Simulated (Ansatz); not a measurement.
**GdIn: energy against the spiral's wave vector (computed with Ansatz 0.2.0)**

Space group P4/mmm (No. 123), 2 atoms in the cell of the first input below: a = 3.441 Å, b = 3.441 Å, c = 4.510 Å, α = 90.00°, β = 90.00°, γ = 90.00°.

The volume is a measured one, shape and positions are a prototype's, taken without relaxation (pressure -4.1 GPa with this functional, without spin–orbit coupling). Functional: LDA+U (Gd 5 eV).

Each state is solved self-consistently from atoms in the crystal's own cell, by the generalised Bloch theorem and without spin–orbit coupling. One of the inputs (q = (0.000, 0.500, 0.000)); the others differ in the wave vector alone:

```yaml
crystal:
  lattice:
    - [3.4408333881, 0.0, 0.0]
    - [0.0, 3.4408333881, 0.0]
    - [0.0, 0.0, 4.5099494766]
  atoms:
    - { symbol: Gd, position: [0.0, 0.0, 0.0], spin: 8.02, spin_axis: [1.0, 0.0, 0.0] }
    - { symbol: In, position: [0.5, 0.5, 0.5] }
basis:
  ecutwfc: 420
  ecutrho_ratio: 4
kpoints:
  mp_grid: { grid: [8, 8, 6] }
hamiltonian:
  xc: lda
  hubbard: { sites: [{ species: Gd, l: f, u_eff: 5.0 }] }
scf:
  occupations: { method: gaussian, width: 0.05 }
  lower_state_search: "off"
output:
  forces: true
  stress: false
  eigenvalues: true
  populations: true
  hubbard: { sites: [{ species: Gd, l: f }] }
magnetization:
  noncollinear: true
  spin_orbit: false
  spin_spiral: { q: [0.0, 0.5, 0.0] }
```

```bash
ansatz run input.yaml --threads 4 --pin off --max-ram 9216MiB --backend cpu --events-out ev --progress --plain --runs-dir out
```

Time: 3.6 min on 4 threads of Arm Neoverse V1, with other jobs on the host, peak memory 2.6 GiB.

Task: Rank these by energy, lowest first (extrapolated to zero smearing, counted from the spiral at q = 0, meV per cell).
A. q = (0.500, 0.500, 0.000)
B. q = (0.000, 0.250, 0.000)
C. q = (0.000, 0.500, 0.000)
D. q = (0.000, 0.000, 0.500)
E. q = (0.250, 0.250, 0.000)
F. q = (0.000, 0.000, 0.000)

Result: D (-23.82), F (0.00), C (0.51), B (7.63), E (19.58), A (50.04).

```
                    order  meV per cell  largest spin moment, Gaussian weights (μB)
q = (0.000, 0.000, 0.000)          0.00                                        6.88
q = (0.000, 0.500, 0.000)          0.51                                        6.88
q = (0.500, 0.500, 0.000)         50.04                                        6.79
q = (0.000, 0.000, 0.500)        -23.82                                        6.90
q = (0.000, 0.250, 0.000)          7.63                                        6.87
q = (0.250, 0.250, 0.000)         19.58                                        6.86
```

The spin moment changes by 2 % over these states. Differences under a few meV may lie within the mesh error, so those places of the ranking aren't settled. 3 further states did not converge in the time given: q = (0.000, 0.000, 0.250), q = (0.000, 0.125, 0.000), q = (0.000, 0.375, 0.000).

Caveats: each run may end in a state that is not the lowest; filled bands differ between k-points; only the orders listed are compared, and the order found in nature may be another, or none; the ferromagnetic state is metallic at this level, and the k-mesh was not tested.

Among the states computed, the lowest has ferromagnetic planes that alternate in direction along c, 23.82 meV per cell below the uniform state. Reversing nearest neighbours within the plane instead costs 50.04 meV. The moments barely change, so the energies mainly reflect the relative orientation of nearly rigid, half-filled 4f shells. These shells hardly overlap. They couple through conduction electrons, chiefly Gd 5d mixed with In 5p, which the 4f spin polarises by on-site exchange. Such coupling is long-ranged and can change sign with distance and direction.

The in-plane energies fit this picture. The stripe order at q = (0.000, 0.500, 0.000) is practically degenerate with the uniform state, which suggests that ferromagnetic coupling along the cell edge is offset by antiferromagnetic coupling along the diagonal. The higher energy halfway between the two probably points to interactions beyond adjacent rows, so a nearest-neighbour model would be inadequate. Without spin–orbit coupling, the energies can't tell whether the moments prefer to lie along c or in the plane.
